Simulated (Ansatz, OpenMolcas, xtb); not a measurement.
Computed against measured: dipole moment

10 molecules with halogens; the dipole moment in D, computed less measured. Shapes, held fixed at every level: PBE0-D4/def2-TZVP. No vibrational averaging. Dipoles are compared by magnitude; molecules under 1 D, whose direction can flip, are left out. Programs: Ansatz 0.2.0, OpenMolcas 26.06, xtb 6.7.1. Measured values: NIST CCCBDB.

Levels: A = GFN1-xTB; B = r2SCAN-D4/def2-TZVPP; C = B3LYP/6-31G* (Cartesian functions); D = wB97M-V/def2-TZVPP.

```json
{"molecule": "HOF (hypofluorous acid)", "measured": "2.23", "A": "+0.27", "B": "-0.30", "C": "-0.26", "D": "-0.27"}
{"molecule": "CHFO (formyl fluoride)", "measured": "2.02", "A": "+0.77", "B": "+0.02", "C": "-0.05", "D": "+0.09"}
{"molecule": "CH3Br (bromomethane)", "measured": "1.81", "A": "-0.01", "B": "+0.14", "C": "+0.20", "D": "+0.08"}
{"molecule": "CHCl2F (dichlorofluoromethane)", "measured": "1.29", "A": "+0.38", "B": "-0.06", "C": "+0.05", "D": "-0.04"}
{"molecule": "SiH2Cl2 (dichlorosilane (DCS))", "measured": "1.13", "A": "+0.17", "B": "-0.02", "C": "+0.43", "D": "0.00"}
{"molecule": "SCl2O2 (SMILES O=S(=O)(Cl)Cl)", "measured": "1.81", "A": "+1.19", "B": "-0.13", "C": "-0.33", "D": "+0.14"}
{"molecule": "C2H2F2 (vinylidene fluoride)", "measured": "1.38", "A": "+0.25", "B": "-0.34", "C": "-0.43", "D": "-0.24"}
{"molecule": "C2H3Cl (SMILES C=CCl)", "measured": "1.45", "A": "-0.03", "B": "-0.09", "C": "+0.06", "D": "-0.07"}
{"molecule": "C2H4Cl2 (1,1-dichloroethane)", "measured": "2.06", "A": "+0.17", "B": "+0.03", "C": "+0.12", "D": "-0.04"}
{"molecule": "C2H5Br (bromoethane)", "measured": "2.03", "A": "-0.06", "B": "+0.18", "C": "+0.21", "D": "+0.10"}
```

Q: Sum up the errors.

A: 
```json
{"level": "GFN1-xTB", "kind": "semi-empirical", "mean error": "+0.310", "mean absolute error": "0.330", "worst case": "SCl2O2"}
{"level": "r2SCAN-D4/def2-TZVPP", "kind": "meta-GGA", "mean error": "-0.057", "mean absolute error": "0.131", "worst case": "C2H2F2"}
{"level": "B3LYP/6-31G* (Cartesian functions)", "kind": "global hybrid", "mean error": "0.000", "mean absolute error": "0.214", "worst case": "SiH2Cl2"}
{"level": "wB97M-V/def2-TZVPP", "kind": "range-separated hybrid", "mean error": "-0.025", "mean absolute error": "0.107", "worst case": "HOF"}
```

On this set wB97M-V/def2-TZVPP has the smallest mean absolute error and GFN1-xTB the largest. GFN1-xTB is too high in 7 of 10. The levels differ in basis as well as in method. The tabulated value of HOF is in doubt (older tables, estimates, or at odds with other calculations) and kept here. Over the 9 molecules whose values aren't doubted the mean absolute errors are A 0.337; B 0.112; C 0.209; D 0.089. The smallest two are near a tie. Relativity is left out for Br. The set is small.

The zero mean error of B3LYP/6-31G* reflects cancellation, not accuracy: dichlorosilane is +0.43 D too high and vinylidene fluoride -0.43 D too low. GFN1-xTB, by contrast, errs mostly in one direction, with its largest excesses for sulfuryl chloride and formyl fluoride. This suggests exaggerated charge separation in strongly polar bonds, which a minimal valence description with approximate electrostatics can't fully offset through polarisation within the atoms. The three monohalides with chlorine or bromine break the pattern, with errors close to zero, so the fault isn't common to all carbon–halogen bonds.

In vinylidene fluoride, σ withdrawal by fluorine is opposed by π donation from its lone pairs. The net dipole is therefore sensitive to the balance between them, and the shortfall at all three density-functional levels probably reflects slightly too much back-donation. Good agreement for a total dipole doesn't establish that the individual bond polarities are right, since opposing errors can cancel in the vector sum.
